**Why does repulsion lose ground to attraction from Cd2+ to Xe2+?**

What fraction of the pull of the nucleus on the electrons is paid back as repulsion among them, and why does that fraction peak at Cd2+ in a row of doubly charged ions? The table holds non-relativistic Hartree-Fock energies: the total E, its kinetic part T, the electron-nucleus attraction Vne and the electron-electron repulsion Vee, for nuclear charge Z and N = Z − 2 electrons.

Total energies and their kinetic, electron-nucleus (Vne) and electron-electron (Vee) parts for the doubly charged ions Ag2+ to Xe2+, computed with B-spline radial code 1. Non-relativistic Hartree-Fock at the basis-set limit, with a spherical atom, a point nucleus and an average over each configuration; [Kr] stands for the filled krypton core.

| species | Z | electrons | configuration | E total (hartree) | kinetic (hartree) | electron-nucleus (hartree) | electron-electron (hartree) | −Vee/Vne |
| --- | --- | --- | --- | --- | --- | --- | --- | --- |
| Ag2+ | 47 | 45 | [Kr] 4d9 | -5196.735 | 5196.74 | -12345.0 | 1951.54 | 0.1581 |
| Cd2+ | 48 | 46 | [Kr] 4d10 | -5464.334 | 5464.33 | -12983.3 | 2054.60 | 0.1582 |
| In2+ | 49 | 47 | [Kr] 4d10 5s1 | -5739.380 | 5739.38 | -13629.3 | 2150.57 | 0.1578 |
| Sn2+ | 50 | 48 | [Kr] 4d10 5s2 | -6022.178 | 6022.18 | -14293.2 | 2248.89 | 0.1573 |
| Sb2+ | 51 | 49 | [Kr] 4d10 5s2 5p1 | -6312.579 | 6312.58 | -14972.9 | 2347.73 | 0.1568 |
| Te2+ | 52 | 50 | [Kr] 4d10 5s2 5p2 | -6610.803 | 6610.80 | -15670.9 | 2449.26 | 0.1563 |
| I2+ | 53 | 51 | [Kr] 4d10 5s2 5p3 | -6916.906 | 6916.91 | -16387.4 | 2553.55 | 0.1558 |
| Xe2+ | 54 | 52 | [Kr] 4d10 5s2 5p4 | -7230.944 | 7230.94 | -17122.5 | 2660.65 | 0.1554 |

### What has to be explained

Divided out from the two energy columns, −Vee/Vne rises from 0.15808 (Ag2+) to 0.15825 (Cd2+) and then falls at each step to 0.15539 (Xe2+), a loss of 1.8%. Rounding moves the ratio by about 1×10⁻⁶, so the small maximum belongs to the calculation. The virial theorem holds in all rows, T = −E, which gives Vee = |Vne| − 2|E| and

ratio = 1 − 2|E|/|Vne|.

Only two columns are therefore independent.

### First candidate: counting electrons

Each step brings the ion closer to neutrality, N/Z going from 0.957 to 0.963. If all electrons were alike, repulsion would scale with the number of pairs, N(N−1)/2, and attraction with NZ, so that the ratio went as (N−1)/Z. Scaled to Cd2+, this rule gives +0.14% for Ag→Cd against +0.11% in the table, which makes it tempting. From Cd2+ to Xe2+ it gives +0.74% and has the wrong sign in all six steps. Counting assumes that every pair has the same distance and every electron the same radius, and the numbers reject it.

### Second candidate: the statistical atom

The Thomas-Fermi atom is a smooth electron gas without shells. The Hellmann-Feynman theorem, ∂E/∂Z = Vne/Z at fixed N, links it to the ratio: for a neutral atom E ∝ Z^(7/3) and the last electron adds no energy, hence Vne = 7E/3 and the ratio is 1 − 6/7 = 1/7. The Scott term, +Z²/2 in E for the innermost electrons, lifts the value above 1/7 by an amount that fades slowly with Z, so theory expects a gentle decline.

With the Thomas-Fermi equation solved for each ion, the Scott term and the neutral-atom Schwinger term added and nothing fitted, |E| comes out 0.11 to 0.16% too small and the ratio 0.6 to 2.3% too high, both relative to the table. The level near 0.16 is thus explained. The trend is not: the model falls by 0.17% from Cd2+ to Xe2+, about a tenth of the computed fall, and has no maximum. Its slope is approximate, since the Schwinger term was not corrected for the ionic charge, and its offset is as large as the whole effect.

### Third candidate: two moves per step

A step along the row can be made in two moves. First a proton is added while N is held: all shells contract, attraction gains from the larger charge and the shorter distances, repulsion from the shorter distances alone, and the ratio drops. Then an electron is added to the 3+ ion. It is attracted by the full nuclear charge and repelled by nearly as many inner electrons, so its attraction is almost wholly matched by new repulsion, and the ratio rises. How much it rises depends on how far in the electron settles.

Let x = |Vne|/Z, the sum of ⟨1/r⟩ over all electrons. A hydrogen-like electron of principal quantum number n in a screened charge has ⟨1/r⟩ = (Z − σ)/n². If the screening σ stays fixed, a proton raises x by S = Σ 1/n², and integrating Hellmann-Feynman over the step raises |E| by x + S/2. The added electron then raises |E| by the ionisation energy I of the new ion, taken from the same calculation, and x by an amount u:

x′ = x + S + u, |E′| = |E| + x + S/2 + I.

The hydrogenic S can be checked. Solving the energy equation for S with the tabulated energies gives 7.243 bohr⁻¹ for Cd→In against 7.125, and an excess of 0.10 to 0.12 in each step. The orbitals of Cd2+ and I2+, a rougher check because the two ions also differ by five outer electrons, show the shells n = 1 to 3 growing slightly slower than hydrogenic and n = 4 faster (1.224 against 1.125 per unit Z), as fits a shell whose screening is still changing.

Using S from the energies, a trapezoid estimate, the two moves can be sized. The proton lowers the ratio by 153 to 163 × 10⁻⁵ in every step, about 1% of its value. The electron raises it by 180 × 10⁻⁵ when it enters 4d and by 105 to 114 × 10⁻⁵ when it enters 5s or 5p. The first move hardly changes along the row, so the maximum comes from the second.

The size of the second move is easily seen for In2+. The electron adds 0.420 bohr⁻¹ to x, or 49 × 0.420 = 20.6 hartree of attraction, but only I = 0.939 hartree of binding. The virial relation puts 20.6 − 2 × 0.939 = 18.7 hartree into Vee, nine-tenths of the new attraction against a running ratio of 0.158. This is how 5s and 5p electrons, whose orbitals hold 0.96% of Vne in I2+, cancel 70% of the fall caused by the protons from Cd2+ to Xe2+. Most of Vne and of Vee still comes from the inner shells, so the level of the ratio is no measure of valence screening.

### A worked step and the fit

One constant was fitted: u = 0.541 bohr⁻¹, the plain mean over the six 5s and 5p steps of the tabulated rise in x less the hydrogenic S. For Cd2+, x = 12983.3/48 = 270.485 and S = 2/1 + 8/4 + 18/9 + 18/16 = 7.125. For In2+, a row within the fit,

x′ = 270.485 + 7.125 + 0.541 = 278.151, |Vne| = 49 × 278.151 = 13629.4,

|E′| = 5464.334 + 270.485 + 3.563 + 0.939 = 5739.32,

ratio = 1 − 2 × 5739.32/13629.4 = 0.15780, against 0.15779 computed.

Carried on to Xe2+, the model misses by at most 1.0×10⁻⁴ (Te2+), small beside the fall of 0.00286 but a hundred times the rounding. Part of the agreement is built in, because a mean u reproduces x of Xe2+ by construction; the energy there is not fitted and is 0.27 hartree short. The misfit comes mostly from u not being constant, and for the rest from the energy: u dips to 0.517 where 5p opens, the largest drop of the ratio, and climbs to 0.562.

Ag2+ was left out because its step adds a 4d electron. Run backwards with the same u, the model gives 0.15882 for it, above Cd2+, and the maximum is lost; the table needs u = 0.763. To hold the ratio level, u would have to be 0.69 to 0.73, which 4d exceeds and n = 5 does not reach. That comparison restates the sign of each step and is no separate test.

### What is decided and what is not

The numbers exclude counting, leave the statistical atom the level and a minor part of the slope, and place the turn in the contribution of the added electron. These last two accounts are compatible, one smooth and one with shells. That compactness causes the larger u is argued from the orbitals, with a mean radius of 1.23 bohr for 4d in Cd2+ against 2.56 bohr for 5p in Sb2+, and it rests on a single 4d step. Nor is u an orbital property: the 4d orbital has ⟨1/r⟩ = 1.076, well above 0.763. A likely reason is that the newcomer holds back the contraction of its shell-mates, but this is not shown here: it would take a comparison of the 4d orbitals of Ag2+, Cd2+ and In2+, and of these only Cd2+ has its orbitals among the outputs used. In addition, u absorbs the error of S.

No rule for other rows follows from this. Whether the ratio rises or falls there depends on how the two moves balance, and in light atoms, with few inner shells, the balance can differ even for s and p electrons.

Te2+, I2+ and Xe2+ are averages over several terms, but term energies of order an electronvolt are negligible against |Vne|. Correlation and relativity are absent. The first-order Darwin term alone is 286 hartree in Ag2+ and 502 in Xe2+, opposed by the mass-velocity term, so the trend is established for the non-relativistic Hartree-Fock ions and not for the real ones.
